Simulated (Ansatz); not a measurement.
A ladder of methods for BH3F− (SMILES [H][B-]([H])([H])F)

The species is BH3F− (5 atoms), meant as a singlet with charge -1. SMILES: `[H][B-]([H])([H])F`. The shape is that of a GFN2-xTB optimisation.

```xyz
5

B    -0.0003    0.0004   -0.0571
F     0.0125   -0.0209    1.3892
H     1.1601    0.0117   -0.4543
H    -0.5906    1.0127   -0.4241
H    -0.5817   -1.0038   -0.4537
```

Quantity: the energy change with the B1–H5 bond stretched from 1.226 to 1.839 Å, in eV. The values are calculated.

```csv
level,kind,program,value (eV),less FCI/STO-3G
HF/STO-3G (restricted),Hartree–Fock,Ansatz,2.83,+0.65
r2SCAN/STO-3G (restricted),meta-GGA,Ansatz,2.05,-0.13
BHLYP/STO-3G (restricted),global hybrid,Ansatz,2.44,+0.26
CAM-B3LYP/STO-3G (restricted),range-separated hybrid,Ansatz,2.24,+0.06
wB97M-V/STO-3G (restricted),range-separated hybrid,Ansatz,2.21,+0.03
RPA@PBE/STO-3G (restricted),RPA,Ansatz,2.00,-0.18
CCSD/STO-3G (restricted),coupled cluster or CI,Ansatz,2.21,+0.03
CCSDT(Q)/STO-3G (restricted),coupled cluster or CI,Ansatz,2.18,0.00
FCI/STO-3G,exact in the basis,Ansatz,2.18,0.00
```

FCI/STO-3G is exact within its basis and frozen core, so for wave-function methods in that basis the difference is their error; functionals converge differently with the basis, so for them it is only a difference. A spin-restricted reference rises too steeply as a bond breaks; here HF/STO-3G lie well above the multireference or unrestricted value. Sets without diffuse functions describe the anion poorly. The first shape isn't each level's own minimum. The values span 2.00 to 2.83 eV. All rows use very small basis sets, so none should be taken for the real molecule's value.

Stretching the B–H bond costs 2.18 eV at the full-CI limit of this basis, and Hartree–Fock overshoots that by 0.65 eV. As the σ bonding and σ* antibonding orbitals draw together, left-right correlation of the bond pair grows, and a single closed-shell determinant cannot supply it. CCSD recovers nearly all of the missing effect and CCSDT(Q) matches full CI to the printed precision, so at this length the correlation is still mainly that of electron pairs and is within reach of a single-reference expansion.

Among the density functionals, the cost is lowest for the semilocal r2SCAN and highest for BHLYP, with the range-separated hybrids between them. This suggests that a larger share of exact exchange brings back part of the Hartree–Fock penalty, though the functionals also differ in their correlation parts. RPA gives the lowest value of all despite its full exact exchange, so exchange alone doesn't set the order. A single stretched point doesn't settle whether the bond finally breaks into hydride and BH2F or into radical fragments.
